**Q:** I have a small silicon compound that can fold in several ways. Its central silicon carries a hydrogen, a silyl group (SiH₃), a furan ring and an NH group that ends in a second silyl group. For the five lettered conformers I want to work from the energies and dipoles alone. Can they tell me which row has which shape?

Conformers of [SiH3]N[Si@H]([SiH3])c1ccco1 without solvent, computed with PySCF 2.14.0 and tblite 0.8.0 at the PBE0-D3(BJ)/6-31G(d) level on GFN2-xTB geometries. Free energies combine DFT energies with GFN2-xTB quasi-harmonic terms at 298.15 K, and the weights cover the six conformers kept. The torsions are Si1-N2-Si3-Si4 and Si4-Si3-C5-O9. The candidate shapes, with the two torsions in that order and in degrees, are (101,-68), (-52,67), (-57,-130), (76,-25) and (-48,-112).

| row | GFN2-xTB energy above its lowest (kcal/mol) | DFT energy above the lowest (kcal/mol) | free energy above the lowest (kcal/mol) | weight (%) | dipole (D) |
| --- | --- | --- | --- | --- | --- |
| A | 0.260 | 1.170 | 1.500 | 3.80 | 1.530 |
| B | 0.560 | 0.000 | 0.000 | 48.60 | 1.090 |
| C | 0.000 | 0.870 | 1.270 | 5.60 | 1.780 |
| D | 0.370 | 0.270 | 0.380 | 25.60 | 0.820 |
| E | 0.480 | 1.140 | 0.740 | 14.00 | 1.630 |

**A:** They can take us part of the way. Each shape is described by two torsion angles. The first says where the silyl group on nitrogen stands, looking along the N–Si bond and counting from the silyl group on the central silicon. The second says how the furan ring is turned about its own Si–C bond, counted from that same silyl group to the ring oxygen. We also have one fixed point: the sixth conformer is known to have torsions (-57,48), and its dipole is 1.84 D. Its energy above the lowest is 0.03 kcal/mol in GFN2-xTB and 1.88 kcal/mol in DFT.

**Q:** The conformers are numbered by rising free energy. Why not just sort the rows?

**A:** Sorting gives each row its number, but the candidates are listed by their torsions, and a number does not say which torsions belong to it. The weights are no separate clue either, because they follow from the free energies through the Boltzmann factor. The free energy is itself the DFT energy plus thermal terms from the cheaper GFN2-xTB method. That leaves the dipole and the two kinds of energy as evidence.

**Q:** Which of them should I trust most for recognising a shape?

**A:** The dipole, because it responds to shape in a simple way. Each polar group contributes an arrow, and the molecular dipole is the sum of the arrows. In 1,2-dichloroethane the two C–Cl arrows cancel when the chlorines stand opposite each other, and partly add when they stand closer together. There, two equal arrows and one torsion make the dipole a good angle meter. Our molecule has several unequal arrows and two torsions, so the dipole narrows the choice without fixing it.

Energy differences between conformers are harder to read. They are small remainders of many attractions and repulsions, some of which change steeply with distance. A slight shift of one hydrogen can alter the energy noticeably while the sum of the arrows hardly moves. Two conformers of nearly the same shape should therefore have similar dipoles, even where their energies differ.

**Q:** How similar is similar? I would like a number before I start matching.

**A:** Take the part of the ring's dipole that lies across the Si–C axis and call its length $q$. When the ring turns by an angle $\delta$, the tip of this arrow moves by

$$\Delta = 2q\,\sin(\delta/2).$$

The length of the total dipole cannot change by more than that if everything else stays in place. For $q$ I use the dipole of free furan, roughly 0.7 D as a recalled value, of which only part lies across the axis. The result is therefore on the generous side, a guide and not a strict bound.

The candidate (-52,67) is a near twin of our known conformer. Its ring is turned by $67-48=19$ degrees relative to it. Half of that is 9.5 degrees, with a sine of about 0.17, so $\Delta$ is about $2\times0.7\times0.17$, or 0.2 D. The first torsion differs by only 5 degrees and should add little, provided the unlisted parts of the two structures also agree. No row of the table was used to set this estimate.

**Q:** Then I look for a dipole within about 0.2 D of 1.84 D. Row C has 1.78 D.

**A:** Yes, C is the best match. Row E lies right at the edge of the allowed range, and the others lie outside it. The GFN2-xTB energies agree with the choice, since C and the known conformer are only 0.03 kcal/mol apart, no more than the noise of some hundredths of a kcal/mol that the makers of the data found for relative energies in tests on other systems. The DFT energies do not help: there the two differ by 1.01 kcal/mol. I would call C the best-supported assignment, but not a certain one.

**Q:** Now B and D. They have the lowest DFT energies, so I would look for a hydrogen bond. Is there a candidate with the N–H group next to the ring oxygen?

**A:** There are two, (-48,-112) and (-57,-130). With ideal tetrahedral angles at silicon, the ring oxygen lies within about ten degrees of the nitrogen, seen along the Si–C bond. The silyl group on nitrogen points away from the ring. Since nitrogen between silicon atoms is usually close to planar, its hydrogen should then face the ring. Your hydrogen-bond reading would give these two shapes to B and D.

**Q:** You sound doubtful.

**A:** The contact would be a poor hydrogen bond. Hydrogen, nitrogen, silicon, carbon and oxygen would close a five-membered loop, which bends the N–H···O angle far from the straight line that such bonds prefer. Furan oxygen is also a weak acceptor, because one of its lone pairs is shared with the aromatic ring. These are general chemical arguments, so they lower the odds of your reading without excluding it.

**Q:** Can the dipoles exclude it? B and D stand well below the rest.

**A:** Their size alone cannot. The gap between these two rows and all the others is 0.44 D. For a half-turn of the ring our formula allows a change of up to $2\times0.7=1.4$ D. A different ring position could therefore produce such a gap, and so could a different first torsion, which turns the N–H group.

The twin argument is more useful. Your two hydrogen-bond candidates are close in shape, 9 degrees apart in the first torsion and 18 in the second. The other two, (76,-25) and (101,-68), are 25 and 43 degrees apart. The closer pair of shapes should have the closer pair of dipoles.

**Q:** A and E differ by 0.10 D, B and D by 0.27 D. So A and E would be the hydrogen-bond candidates, and B and D the two with a positive first torsion?

**A:** That is the more probable reading. The DFT energies lean the same way, because A and E are almost equal while B and D are further apart. This is weak support, since C and the known conformer, if they are twins, differ by far more. The free energies point the other way, which is one reason to say probable and not sure. Within each pair I see no sound way to decide the order. A difference of a few tenths of a debye does not say which of two similar shapes has the larger dipole.

**Q:** Then let me see the labels.

The rows with their labels:

| number | torsions in degrees | GFN2-xTB energy above its lowest (kcal/mol) | DFT energy above the lowest (kcal/mol) | free energy above the lowest (kcal/mol) | weight (%) | dipole (D) |
| --- | --- | --- | --- | --- | --- | --- |
| 1 | (76,-25) | 0.560 | 0.000 | 0.000 | 48.60 | 1.090 |
| 2 | (101,-68) | 0.370 | 0.270 | 0.380 | 25.60 | 0.820 |
| 3 | (-48,-112) | 0.480 | 1.140 | 0.740 | 14.00 | 1.630 |
| 4 | (-52,67) | 0.000 | 0.870 | 1.270 | 5.60 | 1.780 |
| 5 | (-57,-130) | 0.260 | 1.170 | 1.500 | 3.80 | 1.530 |
| 6 | (-57,48) | 0.030 | 1.880 | 1.790 | 2.30 | 1.840 |

**A:** Row C is conformer 4, as the dipole suggested. B and D are conformers 1 and 2, with the positive first torsions. A and E are conformers 5 and 3, the two in which N–H can face the ring oxygen. The grouping was right, while the order within the pairs had to come from the labels.

**Q:** So the conformers with the possible hydrogen bond are not the lowest. Does the contact at least help a little?

**A:** The table offers a rough test, because it contains two almost exact half-turns of the ring. Going from conformer 3 to 4, or from 5 to 6, takes the oxygen away from the N–H side and leaves the first torsion nearly unchanged. If the contact were worth a fixed amount of energy and little else mattered, both steps should cost about the same. In DFT, the first step lowers the energy by 0.27 kcal/mol and the second raises it by 0.71 kcal/mol.

A single contact energy cannot describe both steps, but the test is too coarse to say whether the contact helps: the near twins 4 and 6 already differ by 1.01 kcal/mol in DFT, more than either step. In GFN2-xTB both steps lower the energy, by 0.48 and 0.23 kcal/mol, so that method shows no net gain from the contact. The near twins differ by up to 19 degrees in the listed torsions, which may account for part of this, and parts of the molecule that are not listed may differ too. My guess is the rotation of the silyl groups or a slight change of shape at nitrogen. Either could alter short contacts while leaving the two listed torsions almost the same. The DFT energies are also taken at GFN2-xTB geometries, which need not be DFT minima, so part of the scatter may come from the method and not from the molecule.

**Q:** You allowed the dipole to change by 1.4 D in a half-turn. It changed far less.

**A:** It rose by 0.15 D in one step and by 0.31 D in the other. The formula gives the most that can happen, and the actual change depends on direction. Write the total dipole as $\mathbf p+\mathbf q$, where $\mathbf q$ is the ring's crosswise arrow and $\mathbf p$ is everything else. A half-turn changes it to $\mathbf p-\mathbf q$. If the two arrows are at right angles, both sums have the same length, although they point in different directions.

The small changes are what one would see if the crosswise arrow stood nearly at right angles to the rest. That is an inference from the simple picture, since the calculation gives only the total. The same picture helps with a related molecule. Turning a polar group changes the dipole strongly when its arrow swings along the rest of the dipole, and weakly when it swings across it.

**Q:** Why, then, are conformers 1 and 2 the lowest?

**A:** In both, the silyl group on nitrogen lies on the same side as the furan ring. In the other four it points away. The closer approach may bring extra dispersion attraction, but this is a guess. The small basis set can also make close contacts look too favourable, because neighbouring groups borrow each other's basis functions.

The preference also depends on the method. Conformer 1 is the lowest of the six in DFT and the highest in GFN2-xTB. Both methods contain a dispersion term and still disagree, so the table cannot show that dispersion is the cause. Only 0.27 kcal/mol separates conformers 1 and 2 in DFT, which is within the usual error of such a calculation. I would not rely on their order.

**Q:** Suppose I need the populations. May I use the weights?

**A:** Use them as a first picture of the isolated molecule. Conformers 1 and 2 together hold 74% of the weight, but that share refers only to the six conformers that were kept. The search found eleven distinct structures, the six kept cover only about four fifths of the GFN2-xTB weight, and one force-field rotamer fell away on the way. As DFT reorders the GFN2-xTB energies so strongly, one of those left out could matter.

The thermal terms need care too. Conformers 3 and 5 are nearly equal in DFT energy, yet they end up 0.76 kcal/mol apart in free energy. An imaginary vibration is not behind that gap: the only conformer that keeps one is number 6, with a lowest mode of -6.0 cm⁻¹, where the minus sign marks an imaginary frequency. This makes the thermal term of conformer 6 doubtful, but it holds only 2.3% of the weight, so a modest error there would change the populations little. In a polar liquid the balance may also shift towards the conformers with larger dipoles, here 3 to 6, because a polar surrounding generally stabilises a larger dipole more.
